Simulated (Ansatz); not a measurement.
## P2O: pressure and energy above lowest point against volume per atom

Results calculated with Ansatz 0.2.0 development build, not measured. Equation of state of a cubic crystal from periodic Kohn-Sham density functional theory without spin; pressure corrected for the finite basis.

Cell of the first row (space group Fm-3m, No. 225):
```
CELL_PARAMETERS angstrom
0.00000 2.65930 2.65930
2.65930 0.00000 2.65930
2.65930 2.65930 0.00000
ATOMIC_POSITIONS crystal
P 0.25000 0.25000 0.25000
P 0.75000 0.75000 0.75000
O 0.00000 0.00000 0.00000
```

Settings of every row: formula P2O; structure type antifluorite; functional PBE; spin treatment none; k mesh 18x18x18; occupation method fermi-dirac; occupation width 0.061225619 eV; wave cutoff 930 eV; datasets hand-made PAW; density cutoff ratio 5.

Limits: a cubic model structure, not a phase known at ambient conditions; the SCF threshold is loose for a stress in some rows.

```
row  volume per atom (Å³)  pressure (GPa)  energy above lowest point (meV/atom)
  1                12.538           7.031                                 16.75
  2                12.805               ?                                     ?
  3                13.071           2.131                                  1.76
  4                13.338           0.021                                     0
  5                13.605          -1.888                                  1.58
  6                13.872          -3.613                                  6.18
```

Question: what pressure and energy above lowest point should row 2 give?

Worked fit of pressure. Take u = (V_r/V)^(2/3) − 1 with V_r = 13.338 Å³ an atom, which is twice the finite (Eulerian) strain; such expansions in the strain, on which the Birch-Murnaghan equation of state is built, carry the rest volume and the bulk modulus. The shown rows have u = 0.0421, 0.01357, 0, -0.01313, -0.02583. Least squares give pressure = 0.0204 + 150.472 × u + 381.02 × u² GPa; a straight line predicts inner rows, each left out in turn, worse (root mean square 0.21 against 0.0022 GPa). The rows lie off it by 0.000, -0.001, 0.001, 0.002, -0.001. The pressure vanishes at u = -0.0001, or V = 13.34 Å³ an atom, and there the bulk modulus at fixed shape and fractions is B = −V dP/dV = (2/3)(1 + u) dP/du = 100 GPa. The withheld row has u = 0.02756, so the fit gives 0.0204 + 150.472 × (0.02756) + 381.02 × (0.02756)² = 4.457 GPa.

The calculation gave 4.461 GPa. The fit lies 0.004 GPa (0.038 % of the column's range) below it; its largest miss of a shown row is 0.002 GPa.

Worked fit of energy above lowest point. Take u = (V_r/V)^(2/3) − 1 with V_r = 13.338 Å³ an atom, which is twice the finite (Eulerian) strain; such expansions in the strain, on which the Birch-Murnaghan equation of state is built, carry the rest volume and the bulk modulus. The shown rows have u = 0.0421, 0.01357, 0, -0.01313, -0.02583. Least squares give energy above lowest point = −0.003 + 2.9 × u + 9382.4 × u² meV/atom; a straight line predicts inner rows, each left out in turn, worse (root mean square 5.3 against 0.0062 meV/atom). All shown rows lie on it to the printed digit. Its lowest point lies at u = -0.0002, or V = 13.34 Å³ an atom, and the curvature there gives the bulk modulus at fixed shape and fractions, B = (4/9)(1 + u)² E″(u)/V = 100 GPa. The withheld row has u = 0.02756, so the fit gives −0.003 + 2.9 × (0.02756) + 9382.4 × (0.02756)² = 7.20 meV/atom.

The calculation gave 7.22 meV/atom. The fit lies 0.02 meV/atom (0.12 % of the column's range) below it; its largest miss of a shown row is 0.00 meV/atom.
